An InSb₃ crystal is squashed or stretched along one cube axis while its volume is held fixed. The axial ratio $r$ is the length along that axis divided by the length across it, set to 1 for the cube. The energies come from density functional theory with a dispersion correction.

InSb₃ in the cubic D0₃ structure (a = 7.456 Å), strained along [001] at fixed volume and fractional coordinates. Ansatz 0.2.0, plane-wave PAW, scalar-relativistic PBE with D3(BJ) dispersion, no spin polarisation, 420 eV cutoff, 12×12×12 k mesh, 0.15 eV Gaussian smearing. Energies are free energies relative to the cubic cell; pressure is positive in compression.

```tsv
axial ratio (over its starting value)	energy change (meV/atom)	pressure (GPa)
0.65	229.5	7.03
0.707	99.2	3.86
0.78	25.4	1.83
0.85	9.8	0.91
0.92	4.6	0.37
0.96	0.9	0.25
1	0.0	0.21
1.05	2.5	0.27
1.1	11.3	0.40
1.2	31.1	0.88
1.3	40.7	1.08
1.414	47.7	1.18
1.5	45.7	1.21
```

**(a) Find a formula for the energy on each side of the cube that needs only a pocket calculator.**

*Solution.* The atoms of the cubic crystal sit on the sites of a body-centred lattice. Each has eight diagonal neighbours and, slightly farther away at $L=7.456/2=3.728$ Å, two axial and four lateral ones. Fixed volume sets every distance: the axial contacts become $L\,r^{2/3}$ and the lateral ones $L\,r^{-1/3}$.

Consider first a strong squash. The diagonal and lateral contacts lengthen, and only the axial pair closes up. It becomes the shortest contact of all once $r$ falls below $\sqrt{2/3}\approx0.82$, and this is where the table turns steep. The computed stress points to the axial contacts as the cause: at 0.65 the crystal pushes with 20.6 GPa along the axis but only 0.25 GPa across it. The difference between the two only restates how steep the energy curve is. But the push across the axis is almost what it was in the cube, 0.21 GPa, as expected if the added force acts mainly along the axial contacts. This supports the picture without proving it, since the calculation doesn't divide the energy among contacts. Repulsion between atoms grows roughly exponentially as their electron clouds overlap, which suggests

$$E = A\left[e^{b s}+2e^{-b t}-3\right],\qquad r<1,$$

where $s$ is the shortening of an axial contact and $t$ the lengthening of a lateral one. The weights 1 and 2 arise because each contact is shared by two atoms.

Now take the opposite limit, a very slight squash. Then $t$ is half of $s$, and the linear terms cancel. They must, because the three axes of a cube are equivalent and the energy can't favour lengthening one of them at fixed volume. The curve therefore starts flat and steepens later.

On the stretched side the landmark is $r=\sqrt2$, where the lateral and diagonal contacts become equal and each atom has twelve neighbours at one distance. With identical atoms this would be the face-centred cubic lattice, and the energy would be flat there for the same reason as at $r=1$. In and Sb differ, so symmetry no longer demands it. The computed stresses nevertheless put the top of the ridge near $r=1.44$, close to the landmark. A simple curve that is flat at both the cube and the landmark is

$$E = B\sin^2\!\left(90^\circ\,\frac{\ln r}{\ln\sqrt2}\right),\qquad r>1.$$

Fitted to the six squashed rows, $A$ is 1.778 meV/atom and $b$ is 5.25 per Å. The two trade against each other, so rounding $b$ down to 5 per Å calls for a larger $A$, and $A=2.2$ meV/atom is used here. The six stretched rows give $B=49.16$ meV/atom, rounded to 50. The diagonal contacts and the bonding are absorbed into $A$ and $b$, so neither describes a single bond.

**(b) Estimate the energy at axial ratios 0.707 and 1.2.**

*Solution.* At 0.707 the axial contact shrinks to 2.96 Å, so $s=0.77$ Å, while $t=0.46$ Å. The first exponential is about 47, the lateral term only 0.2:

$$E\approx2.2\times(47+0.2-3)\approx97\ \text{meV/atom}.$$

The table has 99.2. In this regime the axial term dominates, and it doubles with every $0.69/5\approx0.14$ Å of further shortening.

At 1.2 the angle is 47° and its squared sine 0.54, so $E\approx50\times0.54=27$ meV/atom. The table has 31.1, which makes the estimate 13 % too low. Both rows were part of the fits, so the agreement shows how well the formulas describe the data, not how well they predict.

**(c) How far can the rule be trusted?**

*Solution.* Over the twelve strained rows the typical (rms) miss is 3 meV/atom, and the largest is 7, at 0.78. That is good enough to tell a cheap distortion from a costly one. Near the cube it is poor in relative terms: for energies below 9 meV/atom the estimate can be wrong by slightly more than half the table's value.

The squashed side has a soft shoulder between 0.92 and 0.85 that a smooth exponential can't follow; its cause isn't shown. The constants there also depend strongly on single rows. When each row in turn is left out of the fit and then predicted, the rms miss on this side grows to 18 meV/atom, mostly because of the end row at 0.65. The formula is thus for reading between the rows, not for going below 0.65.

The two sides need separate formulas. Carried over to $r=1.2$, the contact formula gives only 7 meV/atom, so the ridge isn't explained by the same simple repulsion. The sine has its own limit: it returns to zero at $r=2$, as if a crystal stretched that far cost nothing. The last row, at 1.5, does lie below the one before it, but whether a second minimum follows is unknown.

Finally, the rule holds for fixed volume. At 0.65 the crystal pushes outward with 7 GPa, averaged over the three directions. If it could expand while keeping that axial ratio, its energy would fall. The printed output below gives the estimate for each row.

Printed output of the fit:

```
fit of energy_change on 6 rows (axial_ratio < 0.99): coefficient of exp(s*(edge-dax)) + 2*exp(s*(edge-dlat)) - 3 1.778 +/- 0.024, s 5.25; rms 2.78, worst 0.78 5.19, leave-one-out rms 18.4
  rows outside the fit (model, value, miss): 1.0 0, 0, 0; 1.05 0.4731, 2.5, -2.03; 1.1 1.716, 11.3, -9.58; 1.2 6.083, 31.1, -25; 1.3 13.02, 40.7, -27.7; 1.414 24.73, 47.7, -23; 1.5 36.89, 45.7, -8.81
Fitted ridge height on the stretched side, meV/atom: 49.16
Rule and rivals:
    row  axial contact Å  lateral contact Å  diagonal contact Å  contact formula meV/atom  sine formula meV/atom  rule less table meV/atom  parabola meV/atom  lateral less axial stress GPa
   0.65            2.797              4.304               3.349                     224.4                  43.06                    -5.051              189.3                         -20.33
  0.707            2.959              4.185               3.308                     96.91                     50                    -2.286              122.6                         -10.37
   0.78            3.159               4.05                3.27                     32.14                  40.75                     6.738              62.97                         -3.599
   0.85            3.345              3.936               3.247                     9.875                  22.56                   0.07536              26.94                          -0.57
   0.92            3.526              3.833               3.233                     2.029                  6.807                    -2.571              7.091                        -0.8003
   0.96            3.628              3.779                3.23                    0.4371                  1.692                   -0.4629                1.7                        -0.5138
    1.0            3.728              3.728               3.229                         0                      0                         0                  0                              0
   1.05            3.851              3.668                3.23                    0.5314                  2.405                  -0.09457              2.428                          1.148
    1.1            3.973              3.611               3.235                     1.929                  8.764                    -2.536              9.265                          2.298
    1.2             4.21              3.508               3.253                     6.804                  27.05                    -4.055               33.9                          1.332
    1.3            4.441              3.416               3.281                     14.42                  43.06                     2.363              70.21                           1.14
  1.414            4.697              3.321               3.321                     27.01                     50                       2.3              122.4                         0.2892
    1.5            4.885              3.257               3.357                     39.84                  46.52                    0.8215              167.7                        -0.8476
Parabola constant, meV/atom per squared log ratio: 1020
Ratio 0.707, shortening of axial contact, Å: 0.7694
Ratio 0.707, bracket of the contact formula: 44.05
Ratio 1.2, angle in degrees: 47.35
Ratio 1.2, squared sine: 0.5409
Rms miss of rounded rule over the 12 strained rows, meV/atom: 3.128
Largest miss in percent, rows above 9 meV/atom: 26.53
Largest miss in percent, rows below 9 meV/atom: 55.88
Ratio at top of ridge, from stress by linear interpolation: 1.436
Largest shift by removing smearing, meV/atom: 0.945
```
